\section*{Worked problem: surface energy of Mo(110) from the second moment}

Molybdenum serves as a contact and wiring metal, and the energy of its close-packed (110) face enters film texture, adhesion and agglomeration. A bond-counting estimate with a square-root correction for metallic bonding needs only the lattice and the cohesive energy.

\subsection*{Problem}

Consider one unrelaxed, unreconstructed (110) surface of bcc Mo at 0 K. Data:
\begin{itemize}
\item cohesive energy $E_{\rm coh}=6.82$ eV/atom at 0 K (measured, compiled by Kittel 2005);
\item $C_{11}=463.7$ GPa and $C_{12}=157.8$ GPa at room temperature (measured, compiled by Blaschke);
\item linear expansion coefficient $4.8\times10^{-6}$ K$^{-1}$ at 293 K (measured, compiled in Kaye and Laby Online);
\item lattice constant $a\approx3.15$ \AA{} (approximate room-temperature value);
\item hopping between $d$ orbitals that falls as $r^{-n}$ with $n=3$ (assumed), cut off beyond second neighbours;
\item spin-polarisation energy of the free Mo atom, roughly 4 eV (typical).
\end{itemize}

(a) Find the effective coordinations of a bulk atom and a surface atom. (b) Find the surface energy $\gamma$ from square-root scaling and compare it with the broken-bond count. (c) Test the sensitivity to the second-neighbour weight. (d) Estimate the size of what the formula omits.

Unrounded values are carried between steps.

\subsection*{Why the formula holds}

Take the on-site $d$ level as the zero of energy. The second moment of the local density of states of atom $i$, per orbital, counts the paths that hop to a neighbour and back:
\begin{equation}
\mu_{2,i}=\sum_{j\neq i}h(r_{ij})^2 .
\end{equation}
Here $h^2$ is the sum of the squared hopping elements between the two $d$ shells divided by five, which does not depend on bond direction. In Friedel's model the ten $d$ states form a rectangular band of width $W$, for which $\mu_2=W^2/12$. Filling it with $N$ electrons up to $E_F=-W/2+NW/10$ gives
\begin{equation}
E_{\rm band}=\int_{-W/2}^{E_F}\frac{10}{W}\,E\,dE=-\frac{N(10-N)}{20}\,W .
\end{equation}
If every atom stays neutral, $N$ is the same on all sites, and the band energy of a site is proportional to $\sqrt{\mu_{2,i}}$. The assumption is mild for Mo: its $d$ band is close to half full, and a half-full symmetric band narrows about its centre without moving charge.

Write $\mu_{2,i}=h(r_1)^2Z_i$, with $r_1$ the first-neighbour distance. This defines the effective coordination $Z_i$. Now identify the whole cohesive energy with the band term. An atom in layer $l$ is then bound by $E_{\rm coh}\sqrt{Z_l/Z_b}$, where $Z_b$ is the bulk value, and
\begin{equation}
\gamma A=E_{\rm coh}\sum_l\left(1-\sqrt{Z_l/Z_b}\right),
\end{equation}
with $A$ the area of a surface cell holding one atom per layer. For an fcc metal such as Cu, $Z_b=12$. The (111) face has $Z_1=9$, (100) has $Z_1=8$, and (110) has $Z_1=7$ and $Z_2=11$, so $\gamma A/E_{\rm coh}=0.134$, $0.184$ and $0.279$.

The broken-bond model gives every bond a fixed energy and yields $E_{\rm coh}\sum_l\delta_l$ with $\delta_l=1-Z_l/Z_b$. Since
\begin{equation}
1-\sqrt{1-\delta}=\frac{\delta}{2}+\frac{\delta^2}{8}+\dots,
\end{equation}
the square-root result tends to half the broken-bond value for small coordination loss. The bonds that remain at the surface become stronger.

\subsection*{(a) Effective coordination}

A bcc atom has 8 neighbours at $r_1=\sqrt3a/2=2.73$ \AA{} and 6 at $r_2=a=3.15$ \AA. The ratio $r_2/r_1$ is only 1.155, so the second shell must be counted. Its weight in $\mu_2$ is the squared ratio of hoppings:
\begin{equation}
w=\left(\frac{r_1}{r_2}\right)^{2n}=\left(\frac34\right)^{3}=0.422 .
\end{equation}

The (110) layers are the planes on which $x+y$ is an integer multiple of $a$, with spacing $a/\sqrt2=2.23$ \AA. Of the first neighbours $(\pm1,\pm1,\pm1)a/2$, two have $x+y=+a$, four lie in the plane and two have $x+y=-a$. Of the second neighbours, $(a,0,0)$ and $(0,a,0)$ lie one layer up, $(0,0,\pm a)$ lie in the plane and two lie one layer down. A top-layer atom keeps 6 first and 4 second neighbours. No bond spans two layer spacings, so the second layer is fully coordinated and the layer sum has one term:
\begin{equation}
Z_b=8+6w=10.53,\qquad Z_s=6+4w=7.69,\qquad z=\frac{Z_s}{Z_b}=0.730 .
\end{equation}

\subsection*{(b) Surface energy}

\begin{equation}
\gamma A=6.82\ \text{eV}\times\left(1-0.8544\right)=6.82\ \text{eV}\times0.1456=0.993\ \text{eV}.
\end{equation}
The atomic volume is $\Omega=a^3/2=15.63$ \AA$^3$. Dividing it by the layer spacing gives $A=a^2/\sqrt2=7.016$ \AA$^2$, so
\begin{equation}
\gamma=\frac{0.993\ \text{eV}}{7.016\ \text{\AA}^2}=0.142\ \text{eV/\AA}^2=14.2\ \text{eV/nm}^2 ,
\end{equation}
or 2.3 J/m$^2$ with 1 eV/\AA$^2=16.02$ J/m$^2$. Using a room-temperature $a$ is harmless. The expansion coefficient falls on cooling, so $A$ shrinks between 293 K and 0 K by less than $2\times4.8\times10^{-6}\ \text{K}^{-1}\times293\ \text{K}=0.3$ per cent.

With the same bond weights the broken-bond count has $\delta=1-z=0.270$ and gives $6.82\ \text{eV}\times0.270=1.84$ eV. The ratio of the two results is
\begin{equation}
\frac{1-\sqrt z}{1-z}=\frac{1}{1+\sqrt z}=0.539 ,
\end{equation}
slightly above one half. The first two terms of the series, $0.1350+0.0091=0.1441$, supply nearly all of 0.1456.

\subsection*{(c) Sensitivity to the weight}

\begin{center}
\begin{tabular}{lcccc}
\hline
$w$ & $z$ & $1-\sqrt z$ & $\gamma A$ (eV) & $\gamma$ (eV/\AA$^2$)\\
\hline
0 & 0.750 & 0.1340 & 0.914 & 0.130\\
0.422 & 0.730 & 0.1456 & 0.993 & 0.142\\
1 & 0.714 & 0.1548 & 1.056 & 0.151\\
\hline
\end{tabular}
\end{center}

The surface cuts a quarter of the first shell and a third of the second, so $\gamma$ grows with $w$. The chosen weight adds 9 per cent to the first-neighbour result, and the whole range from $w=0$ to $w=1$ spans 16 per cent. The uncertain exponent $n$ matters little within the square-root formula.

\subsection*{(d) What the formula omits}

\textbf{Repulsion.} A band term alone would collapse the crystal. Add a pair repulsion that falls as $r^{-m}$ over the same two shells. When all distances are scaled by $s$, the energy per atom is
\begin{equation}
E(s)=E_r\,s^{-m}-E_b\,s^{-n},
\end{equation}
where $E_r$ and $E_b$ are the positive magnitudes of the two terms at $s=1$. Equilibrium, $E'(1)=0$, requires $E_r=(n/m)E_b$, so $E_{\rm coh}=E_b(1-n/m)$. The curvature is $E''(1)=m(m+1)E_r-n(n+1)E_b=mnE_{\rm coh}$. Because the volume scales as $s^3$, it also equals $9B\Omega$, with $B$ the bulk modulus. For a cubic crystal
\begin{equation}
B=\frac{C_{11}+2C_{12}}{3}=259.8\ \text{GPa}=1.62\ \text{eV/\AA}^3 ,
\end{equation}
using 1 eV/\AA$^3=160.2$ GPa. Taking this room-temperature $B$ as adequate at 0 K,
\begin{equation}
mn=\frac{9\times1.62\ \text{eV/\AA}^3\times15.63\ \text{\AA}^3}{6.82\ \text{eV}}=33.4 .
\end{equation}
For $n=3$ this gives $m=11.1$, $n/m=0.269$, $E_b=9.33$ eV and $E_r=2.51$ eV. The second shell has repulsive weight $u=(3/4)^{m/2}=0.20$, so a surface atom keeps the fraction $y=(6+4u)/(8+6u)=0.739$ of its repulsion. The repulsion is linear in coordination and is partly released at the surface:
\begin{equation}
\gamma A=E_b\left(1-\sqrt z\right)-E_r\left(1-y\right)=1.36\ \text{eV}-0.66\ \text{eV}=0.70\ \text{eV}.
\end{equation}
This is $\gamma=0.10$ eV/\AA$^2$ (1.6 J/m$^2$), 29 per cent below part (b). If both terms lose the same small fraction $\delta$, the leading behaviour is
\begin{equation}
\gamma A\simeq E_{\rm coh}\,\frac{1/2-n/m}{1-n/m}\,\delta ,
\end{equation}
with prefactor 0.32 here in place of one half. It is positive only for $m>2n$, which at $mn=33.4$ means $n<4.1$. The steeper $r^{-5}$ law of canonical $d$-band theory violates this bound, which is why a softer exponent was assumed.

\textbf{The free-atom reference.} The measured $E_{\rm coh}$ refers to the free atom in its high-spin $4d^55s^1$ ground state. The model has no spin, and its $Z\to0$ limit is an unpolarised atom lying roughly 4 eV higher. Replacing 6.82 eV by about 10.8 eV in part (b) multiplies $\gamma$ by 1.6 and gives $\gamma A=1.6$ eV. Taken separately, this correction and the repulsion have opposite signs. They do not simply add, because a larger $E_{\rm coh}$ lowers $mn$ and strengthens the repulsive share.

\textbf{Relaxation.} Letting the layers move can only lower $\gamma$, typically by a few per cent on a close-packed metal face.

\subsection*{Result}

The model's square-root value for Mo(110) is $\gamma A\approx1.0$ eV per surface atom, or $\gamma\approx0.14$ eV/\AA$^2$, a little over half its broken-bond value. Second neighbours move it by under a tenth, while repulsion and the atomic reference each move it by several tenths, so two figures are the most it supports. As typical knowledge, not as a measurement, Mo(110) lies near 0.18 eV/\AA$^2$: the square-root model falls low by about a fifth, and the version with repulsion falls low by nearly half.